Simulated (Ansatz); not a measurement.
**Strength of the Si–H bond: SiH3(GeH3) → GeH3(SiH2) + H**

Species: SiH3(GeH3), singlet; GeH3(SiH2), doublet; H atom, doublet. 

Shapes, held fixed at every level: PBE0-D4/def2-TZVP. Programs: Ansatz 0.2.0. The zero-point and thermal change to 298 K, harmonic and unscaled (PBE0-D4/def2-TZVP), is -18.7 kJ/mol.

```tsv
level	kind	ΔH(298 K) (kJ/mol)	less CCSD(T)/def2-TZVPP	CPU time (sum over the molecules)
HF/def2-SVP	Hartree–Fock	+287.4	-82.0	–
PBE-D4/def2-TZVPP	GGA	+352.2	-17.2	7 s
r2SCAN-D4/def2-TZVPP	meta-GGA	+355.7	-13.7	15 s
BHLYP-D4/def2-TZVPP	global hybrid	+369.7	+0.3	8.5 s
wB97M-V/def2-TZVPP	range-separated hybrid	+377.0	+7.6	32 s
wB97X-V/def2-TZVPP	range-separated hybrid	+376.4	+7.0	22 s
CCSD/def2-TZVPP	coupled cluster or CI	+368.6	-0.8	–
CCSD(T)/def2-TZVPP	coupled cluster or CI	+369.4	0.0	2.8 min
```

The highest level, CCSD(T)/def2-TZVPP, gives ΔH(298 K) = +369.4 kJ/mol; the levels span +287.4 to +377.0. The column of differences is taken from that level and isn't an error. Hartree–Fock misses the correlation of the pair that is broken and comes out low. No measured value is set beside it here. Open shells run unrestricted unless RO is named. Relativity is left out for Ge unless named. Correlated rows may include outer-core shells of Ge, which these sets cover unevenly. Times are processor times on shared x86 and Arm servers, and rough.

Breaking the Si–H bond costs +369.4 kJ/mol at the CCSD(T) level, and CCSD differs by only -0.8 kJ/mol. Connected triples therefore matter little, as expected when one localised σ pair separates into a hydrogen atom and a silicon-centred radical. The diffuse silicon valence orbitals overlap less well with hydrogen 1s than carbon's do, which is why Si–H bonds are generally weaker than comparable C–H bonds. The germyl group probably stabilises the radical slightly through σ hyperconjugation.

PBE and r2SCAN fall below the coupled-cluster value and the two range-separated hybrids lie above it, probably reflecting different balances of exchange and correlation between the bonded pair and the separated spins. BHLYP's near coincidence may owe something to error cancellation. Since correlation of a bonding pair converges slowly with basis size, the coupled-cluster enthalpy would probably rise in a larger set, so the range-separated hybrids needn't be overbinding. Without the competing Ge–H and Si–Ge cleavages, the preferred site of homolysis remains open.
